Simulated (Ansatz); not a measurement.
**Strength of the C–C bond: C2H8Ge → GeH3(CH2) + CH3**

Species: C2H8Ge (ethylgermane) `C[CH2][GeH3]`, singlet; GeH3(CH2), doublet; CH3 `[CH3]`, doublet. 

Shapes, held fixed at every level: PBE0-D4/def2-TZVP. Programs: Ansatz 0.2.0. The zero-point and thermal change to 298 K, harmonic and unscaled (PBE0-D4/def2-TZVP), is -26.6 kJ/mol.

Task: Estimate ΔH(298 K) of this reaction.

Result: The highest level, CCSD(T)/def2-TZVPP, gives ΔH(298 K) = +361.3 kJ/mol; the levels span +350.2 to +442.6. The column of differences is taken from that level and isn't an error. No measured value is set beside it here. Open shells run unrestricted unless RO is named. Relativity is left out for Ge unless named. Correlated rows may include outer-core shells of Ge, which these sets cover unevenly.

| level | kind | ΔH(298 K) (kJ/mol) | less CCSD(T)/def2-TZVPP |
| --- | --- | --- | --- |
| SPW92/def2-TZVPP | LDA | +442.6 | +81.3 |
| PBE-D4/def2-TZVPP | GGA | +369.4 | +8.1 |
| B3LYP-D4/def2-TZVPP | global hybrid | +350.2 | -11.1 |
| PBE0-D4/def2-TZVPP | global hybrid | +362.4 | +1.1 |
| MP2/def2-SVP | perturbation theory | +380.3 | +19.0 |
| CCSD(T)/def2-SVP | coupled cluster or CI | +363.1 | +1.8 |
| CCSD/def2-SVP | coupled cluster or CI | +353.8 | -7.5 |
| CCSD(T)/def2-TZVPP | coupled cluster or CI | +361.3 | 0.0 |

Breaking the C–C bond of ethylgermane costs +361.3 kJ/mol at the highest level, as expected for a strong, nearly nonpolar σ bond between two sp3 carbons. Homolysis gives up the bonding pair and leaves two carbon-centred radicals. Both relax towards planarity, and in GeH3CH2 the singly occupied carbon p orbital can also mix with the neighbouring Ge–H bonds, which probably recovers a little of the cost.

SPW92 stands far above every other level at +442.6 kJ/mol, probably because a local functional favours the intact bond over the separated, more inhomogeneous fragments. PBE0-D4 falls close to the coupled-cluster value, whereas B3LYP-D4 makes the bond weaker. In the smaller basis, triples strengthen the bond relative to CCSD, while MP2 overshoots CCSD(T), so the treatment of pair correlation matters even for this simple single bond. The enthalpy does not identify the easiest fragmentation of ethylgermane, since the Ge–C bond is normally the weaker link.
